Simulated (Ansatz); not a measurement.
## PIr2: pressure against volume per atom

Results calculated with Ansatz 0.2.0, not measured. Periodic Kohn-Sham DFT of a crystal at fixed atoms; pressure and stress are positive in compression; the energy is the free energy less that of spherical unpolarised free atoms; site moments are those in the method's own spheres, positive along +z.

Cell of the first row (space group Fm-3m, No. 225):
```
CELL_PARAMETERS angstrom
0.00000 2.71100 2.71100
2.71100 0.00000 2.71100
2.71100 2.71100 0.00000
ATOMIC_POSITIONS crystal
P 0.00000 0.00000 0.00000
Ir 0.25000 0.25000 0.25000
Ir 0.75000 0.75000 0.75000
```

Settings of every row: method all-electron PAW; functional LDA; relativity scalar; k mesh 11x11x11; filling fermi-dirac; smearing width 0.05 eV; nucleus gaussian.

Atom start moment: 0 on all atoms.

Limits: no spin-orbit coupling on heavy atoms.

| row | volume per atom (Å³) | pressure (GPa) |
| --- | --- | --- |
| 1 | 13.283 | 16.371 |
| 2 | 13.848 | ? |
| 3 | 14.131 | -4.794 |
| 4 | 14.272 | -7.641 |
| 5 | 14.696 | -15.216 |

Question: what pressure should row 2 give?

Worked fit of pressure. Take u = (V_r/V)^(2/3) − 1 with V_r = 14.201 Å³ an atom, which is twice the finite (Eulerian) strain; such expansions in the strain, on which the Birch-Murnaghan equation of state is built, carry the rest volume and the bulk modulus. The shown rows have u = 0.04556, 0.0033, -0.00332, -0.02258. Least squares give pressure = −6.2291 + 430.486 × u + 1439.04 × u² GPa; a straight line predicts inner rows, each left out in turn, worse (root mean square 0.96 against 0.0027 GPa). The rows lie off it by 0.000, -0.001, 0.001, 0.000. The pressure vanishes at u = 0.0138, or V = 13.91 Å³ an atom, and there the bulk modulus at fixed shape and fractions is B = −V dP/dV = (2/3)(1 + u) dP/du = 318 GPa. The withheld row has u = 0.01692, so the fit gives −6.2291 + 430.486 × (0.01692) + 1439.04 × (0.01692)² = 1.467 GPa.

The calculation gave 1.438 GPa. The fit lies 0.029 GPa (2 % of the value, 0.092 % of the column's range) above it; its largest miss of a shown row is 0.001 GPa.
